Eight crystals are listed below under letters, and their names stand beside them in another order. Two dielectric constants, the largest Born charge, the lowest vibration frequency and the volume per atom have to decide which is which.

Oxides and chalcogenides relaxed with Ansatz 0.2.0 using PBE (scalar-relativistic plane-wave PAW, 420 eV cutoff, no spin polarisation, fixed occupations), each keeping its starting symmetry. Dielectric constants and Born charges are means of the diagonal; phonons are at the zone centre, without the LO-TO term. Valence electrons are counted by group number. Candidates: WS2, HfO2, SnO, PtS2, Al2O3, BaZrO3, MoTe2, ZnS.

```csv
row,dielectric clamped,dielectric relaxed,largest Born charge (e),lowest phonon frequency (cm⁻¹)
A,9.57,10.3,1.74,287.1
B,5.95,9.38,2.02,260.0
C,7.10,18.6,2.93,104.5
D,4.87,81.0,6.11,86.2
E,8.84,8.86,0.39,3.4
F,14.3,15.4,2.45,10.6
G,3.27,11.0,2.99,284.7
H,5.30,41.4,5.54,216.0
```

The volumes per atom, which this table leaves out, are 23.94 Å³ for A, 20.16 for B, 18.97 for C, 15.11 for D, 21.79 for E, 28.01 for F, 8.76 for G and 11.04 for H.

A crystal answers an electric field in two ways. Its electron clouds shift at once, and this alone gives the clamped constant. Its ions then move too, and the relaxed constant includes both. The difference between the two, here called the ionic part, does most of the work in what follows.

Two limits show what governs the ionic part. If moving the atoms carries no charge, or if the lattice is very stiff, the two constants coincide. If a motion that carries charge becomes very soft, the relaxed constant grows without bound. The charge that matters is the Born charge, which is the dipole gained per unit of displacement and may differ much from the ion's formal charge, even in sign. The table lists only its size, averaged over the three directions, for the element where it is largest.

### Rows A and B

The relaxed constants of A and B are close, 10.3 and 9.38, but they are made up differently. In A the ions add only 0.7, in B they add 3.4. B also has a Born charge of 2.02, which suggests a plain divalent compound, and ZnS comes to mind. For ZnS the guess can be tested, because zincblende has two atoms per cell and only one optical vibration, zinc against sulfur.

The test treats the two atoms as a pair on a spring. A field $E$ pulls on the charge $Ze$ and stretches the spring, of stiffness $\mu\omega^2$, by $ZeE/(\mu\omega^2)$. The shifted charge makes a dipole, and the dipole per cell volume $V$ adds to the dielectric constant

$$\Delta\varepsilon=\frac{4\pi e^2Z^2}{V\mu\omega^2}.$$

Here $Z$ is the Born charge, $\omega$ the frequency of the vibration and $\mu$ the reduced mass of the two atoms.

For row B, two atoms fill $V=2\times20.16=40.3$ Å³. The masses of zinc and sulfur, 65.4 and 32.1 amu, give $\mu=21.5$ amu. One amu vibrating at 1 cm⁻¹ has a stiffness of $3.68\times10^{-6}$ eV/Å², so at 260 cm⁻¹ the spring has $21.5\times260^2\times3.68\times10^{-6}=5.35$ eV/Å². With $4\pi e^2=181$ eV Å the estimate is

$$\Delta\varepsilon=\frac{181\times2.02^2}{40.3\times5.35}=3.42,$$

against 3.43 in the table.

No constant was adjusted, but the agreement proves no new physics, since the calculation builds its relaxed constant from the same relation. What it tests is the name. Put the masses of ZnS into any other row and the estimate comes out too large by 86 % or more. B is ZnS.

Row A has a high clamped constant and hardly any ionic part, and only E and F share this pattern. It fits the three layered dichalcogenides on the list, PtS₂, WS₂ and MoTe₂. Their metal and chalcogen share electrons in stiff covalent bonds, and the large sulfur or tellurium atoms are easily polarised. Which of the three A is depends on how the layers are stacked, and rows E and F show how.

### Rows C and D

Here the ions matter far more. D rises from 4.87 to 81.0, and its Born charge of 6.11 is larger than any formal charge among the candidates, where the highest is 4. Such an excess is typical of oxides whose metal has an empty d shell. When an oxygen approaches the metal, its 2p electrons mix further into the empty d states, so electrons flow the same way as the negative ion moves and enlarge the dipole.

Two candidates fit this description, BaZrO₃ and HfO₂. Row H, with a Born charge of 5.54, is the other one, so D has to wait for H.

C is less extreme, with an ionic part of 11.5. Once the dichalcogenides, ZnS and the two d-shell oxides have their places, SnO and Al₂O₃ remain for C and G. The Born charges don't separate them, being 2.93 and 2.99. The clamped constants do, at 7.10 and 3.27.

Electrons are hard to polarise when a wide gap separates filled from empty states. Al₂O₃ has such a gap, while in SnO the outer s electrons of tin mix into the highest filled states and narrow it. C is therefore SnO.

### Rows E and F

These two rows have a vibration at almost zero frequency, 3.4 and 10.6 cm⁻¹. Whole layers, held to their neighbours only weakly, slide against each other. At the zone centre, where all cells move alike, this needs at least two layers in the cell. WS₂ and MoTe₂ have two, whereas PtS₂ has one, and its layers can only move together, which shifts the whole crystal and costs no energy. So A, whose lowest vibration lies at 287 cm⁻¹, is PtS₂.

Between E and F the choice is easy. Tellurium is larger and more polarisable than sulfur, so MoTe₂ should have the larger volume and the higher clamped constant. F has both, with a clamped constant 1.6 times that of E. E is WS₂ and F is MoTe₂.

The soft vibrations also show how the spring formula can mislead. Fed with the lowest frequency of row E, it predicts an ionic part in the hundreds, while the table has 0.02. The two layers of the cell are neutral and equivalent, so sliding one against the other makes no dipole, and the calculated dipole strength of these vibrations is indeed zero. A soft vibration raises the dielectric constant only if it is polar.

The exact values of 3.4 and 10.6 cm⁻¹ deserve no trust. The functional lacks the dispersion forces that hold the layers together, and the layers end up too far apart. The naming needs only the presence of such a vibration.

### Rows G and H

G has the smallest volume per atom and the lowest clamped constant of the eight rows. Both suit small aluminium ions in a dense oxide with a wide gap, and its Born charge of 2.99 is almost the formal 3. G is Al₂O₃.

There remains the choice between D and H. Their clamped constants differ by only 0.43, too little to name either. Size helps, because barium is a very large ion. Roughly recalled cube edges, 4.2 Å for five atoms of BaZrO₃ and 5.1 Å for twelve atoms of cubic HfO₂, give about 15 and 11 Å³ per atom. These are the volumes of D and H.

The spring formula points the same way. With the masses and the three-atom cell of fluorite, the cubic form of HfO₂, it reproduces the ionic part of H, 36, but overshoots that of D by a factor of 2.6. This evidence is weaker than it was for ZnS. HfO₂ has a second, non-polar vibration, and if that were the lowest one, the estimate would be only an upper bound. Moreover, G passes the same test to within 2 % by accident, although its Born charge is far too small for HfO₂. A match can support a name but can't establish it alone.

The names of A, B, E, F and G are sure. C is then SnO, provided that the large Born charges of D and H mark the two d-shell oxides. D and H are the least secure pair. From the dielectric constants alone they would stay ambiguous, and it is the volume that settles D as BaZrO₃ and H as HfO₂.

### The labels

The rows with their labels:

```csv
formula,space group of the cell as it ended,space group,volume per atom (Å³),shortest distance (Å),pair at the shortest distance,valence electrons an atom,neighbours of the non-metal within 15 % of its shortest distance,k mesh,dielectric clamped,dielectric relaxed,largest Born charge (e),lowest phonon frequency (cm⁻¹)
Al2O3,R-3c (167),R-3c,8.76,1.874,Al-O,4.80,4,6×6×6,3.27,11.0,2.99,284.7
BaZrO3,Pm-3m (221),Pm-3m,15.11,2.114,O-Zr,4.80,2,6×6×6,4.87,81.0,6.11,86.2
HfO2,Fm-3m (225),Fm-3m,11.04,2.207,Hf-O,5.33,4,8×8×8,5.30,41.4,5.54,216.0
ZnS,F-43m (216),F-43m,20.16,2.357,S-Zn,9.00,4,10×10×10,5.95,9.38,2.02,260.0
SnO,P4/nmm (129),P4/nmm,18.97,2.255,O-Sn,5.00,4,10×10×8,7.10,18.6,2.93,104.5
WS2,P6_3/mmc (194),P6_3/mmc,21.79,2.420,S-W,6.00,3,12×12×2,8.84,8.86,0.39,3.4
PtS2,P-3m1 (164),P-3m1,23.94,2.402,Pt-S,7.33,3,12×12×4,9.57,10.3,1.74,287.1
MoTe2,P6_3/mmc (194),P6_3/mmc,28.01,2.736,Mo-Te,6.00,3,12×12×2,14.3,15.4,2.45,10.6
```

All eight names hold. With the labels in place, the two halves of the dielectric response can be followed separately.

The clamped constant rises as the direct gap closes, from Al₂O₃ with 5.85 eV to MoTe₂ with 1.03 eV. The one pair out of order is BaZrO₃ and HfO₂, whose gaps are similar. HfO₂ packs its oxygen more densely, which probably lifts its constant above that of BaZrO₃. PBE gaps are too small as a rule, which by itself tends to make the clamped constants too high.

SnO needs a word of caution here. Its direct gap is 1.94 eV, but its smallest gap, between different points of the zone, is only 0.50 eV, and a crossing between the sampled points may have been missed. Its place in the order rests on the direct gap.

For the layered dichalcogenides the table gives an average over very different directions. In WS₂ the clamped constant within the layers is more than three times that across them. The layers are also spaced too widely, which dilutes the response, so small differences such as the 0.73 between PtS₂ and WS₂ carry little meaning.

The ionic part follows another rule: charge and softness must meet in the same vibration. SnO shows the difference between a soft vibration and a soft polar one. Its lowest vibration, at 104.5 cm⁻¹, moves tin atoms against each other and carries no dipole, and the first polar one lies near 240 cm⁻¹. To judge another crystal, one should therefore look for the lowest vibration that has a large dipole strength.

BaZrO₃ has both ingredients. The Born charge of its oxygen is more than twice as large along the line to zirconium as across it, which fits the picture of electrons flowing along the bond. Its lowest vibration, at 86 cm⁻¹, is polar and supplies 68 % of the ionic part.

That makes the value of 81 delicate. The contribution of a vibration goes as $1/\omega^2$, so a frequency lower by 10 % would raise this contribution by a factor $1/0.9^2$, or about 23 %, at the same dipole strength. A small change of lattice constant or functional could shift the frequency that much.

The 41.4 of HfO₂ is delicate in the same way, since its whole ionic part comes from a single polar vibration. It also belongs to the cubic form, which is stable only at high temperature, so it shouldn't be carried over to HfO₂ of another structure.
